## Residual spread of the atomic $sp^3$ manifold

**Statement.** Let $P$ project on a band manifold with Wannier functions $|\mathbf R n\rangle$, and $Q=1-P$. The spread (Marzari and Vanderbilt, 1997) is $\Omega=\Omega_I+\tilde\Omega$, with $\Omega_I=\sum_\alpha \mathrm{tr}_{\rm cell}[Pr_\alpha Qr_\alpha]$ gauge invariant and
$$\tilde\Omega=\Omega_{OD}+\Omega_D=\sum_{m\ne n,\mathbf R}|\langle \mathbf R m|\mathbf r|\mathbf 0n\rangle|^2+\sum_{n,\mathbf R\neq0}|\langle \mathbf R n|\mathbf r|\mathbf 0n\rangle|^2 .$$
$\tilde\Omega$ can vanish only if $PxP$, $PyP$, $PzP$ commute. With $(A_\alpha)_{mn}=i\langle u_{m\mathbf k}|\partial_{k_\alpha}u_{n\mathbf k}\rangle$,
$$[PxP,PyP]=iF_{xy},\qquad F_{xy}=\partial_{k_x}A_y-\partial_{k_y}A_x-i[A_x,A_y].$$

**Problem.** Model silicon atoms, one per cell and non-overlapping, by spinless orbitals $s,p_x,p_y,p_z$ with the common nodeless radial function $\propto r^2e^{-\zeta r}$. The assumed Slater exponent is $\zeta=1.38\,a_0^{-1}$, with $a_0=0.5292$ Å. Find the position matrices $X,Y,Z$, the curvature $F_{xy}$, and the minimum of $\tilde\Omega$ over unitary mixings of one atom's orbitals.

**Answer.** $F_{xy}=d^2L_z/\hbar$ and $\tilde\Omega_{\min}=3d^2$, where $d=\langle s|x|p_x\rangle$. The model gives $d=0.775$ Å and $\tilde\Omega_{\min}=1.80$ Å$^2$.

**Why the statement holds.** $\tilde\Omega$ sums squared off-diagonal elements. If it vanishes, the three projected operators are diagonal in one basis, and hence commute. For a state $\sum_n\int f_n(\mathbf k)\,e^{i\mathbf k\cdot\mathbf r}u_{n\mathbf k}\,d^3k$, write $xe^{i\mathbf k\cdot\mathbf r}=-i\partial_{k_x}e^{i\mathbf k\cdot\mathbf r}$, integrate by parts and project: $PxP$ acts on $f$ as $i\partial_{k_x}+A_x$. In the commutator with $i\partial_{k_y}+A_y$ all derivatives of $f$ cancel, leaving $i\partial_{k_x}A_y-i\partial_{k_y}A_x+[A_x,A_y]=iF_{xy}$.

**Matrices.** Near the atom at the origin $u_{n\mathbf k}\propto e^{-i\mathbf k\cdot\mathbf r}\phi_n(\mathbf r)$, so $A_x=X$ is independent of $\mathbf k$ and $F_{xy}=-i[X,Y]$. Parity leaves only $s$–$p$ elements:
$$X=d\,(|s\rangle\langle p_x|+|p_x\rangle\langle s|),$$
and likewise $Y,Z$. The radial integrals are $\langle r\rangle=7/(2\zeta)=1.342$ Å and $\langle r^2\rangle=14/\zeta^2=2.06$ Å$^2$. The angular integral is $1/\sqrt3$, so $d=\langle r\rangle/\sqrt3=0.775$ Å and $d^2=49/(12\zeta^2)=0.600$ Å$^2$.

**Curvature.** $XY=d^2|p_x\rangle\langle p_y|$ and $YX=d^2|p_y\rangle\langle p_x|$. Since $L_z|p_x\rangle=i\hbar|p_y\rangle$ and $L_z|p_y\rangle=-i\hbar|p_x\rangle$,
$$[X,Y]=d^2(|p_x\rangle\langle p_y|-|p_y\rangle\langle p_x|)=id^2L_z/\hbar .$$
$F_{xy}$ has eigenvalues $0,0,\pm0.600$ Å$^2$. Its trace is zero, so the obstruction is invisible in the band-summed Berry curvature.

**Minimum.** No element connects different atoms, so $\Omega_D=0$. Subtracting the squared diagonal elements, the centres $\bar{\mathbf r}_n$, from the sum of all squared elements gives
$$\tilde\Omega=\mathrm{tr}(X^2+Y^2+Z^2)-\sum_n|\bar{\mathbf r}_n|^2=6d^2-\sum_n|\bar{\mathbf r}_n|^2 .$$
For $|n\rangle=a_n|s\rangle+\mathbf b_n\cdot|\mathbf p\rangle$ the centre is $\bar{\mathbf r}_n=2d\,\mathrm{Re}(a_n^*\mathbf b_n)$. With $w_n=|a_n|^2$ and $|\mathbf b_n|^2=1-w_n$, this yields $|\bar{\mathbf r}_n|^2\le4d^2w_n(1-w_n)$, an equality for real coefficients. Unitarity gives $\sum_nw_n=1$, so $\sum_nw_n^2=\tfrac14+\sum_n(w_n-\tfrac14)^2$ and
$$\tilde\Omega\ge 2d^2+4d^2\sum_nw_n^2\ge3d^2 .$$
The hybrids $\tfrac12(s\pm p_x\pm p_y\pm p_z)$ with an even number of minus signs attain the bound. Their centres lie $\sqrt3d/2=0.671$ Å from the nucleus.

| Gauge | $w_n$ | $\tilde\Omega/d^2$ | $\tilde\Omega$ (Å$^2$) |
|---|---|---|---|
| $s,p_x,p_y,p_z$ | $1,0,0,0$ | $6$ | 3.60 |
| $sp$ along $x$ | $\tfrac12,\tfrac12,0,0$ | $4$ | 2.40 |
| $sp^2$ | $\tfrac13,\tfrac13,\tfrac13,0$ | $10/3$ | 2.00 |
| $sp^3$ | $\tfrac14,\tfrac14,\tfrac14,\tfrac14$ | $3$ | 1.80 |

The $sp$ gauge diagonalises $X$ but leaves $4d^2$ in $Y$ and $Z$. For the smaller manifold $\{s,p_x\}$, $Y=Z=0$, the matrices commute, and $(s\pm p_x)/\sqrt2$ reach $\tilde\Omega=0$.

**Total spread.** $\Omega_I=4\langle r^2\rangle-6d^2=(8.23-3.60)$ Å$^2=4.63$ Å$^2$, so $\Omega_{\min}=(4.63+1.80)$ Å$^2=6.43$ Å$^2$, of which the irreducible $\tilde\Omega$ is $7/25$, or 28 %. These numbers are the model's. Different radial functions for $s$ and $p$ change $d$ and $\Omega_I$, while $\tilde\Omega_{\min}=3d^2$ rests only on the form of $X,Y,Z$ and survives.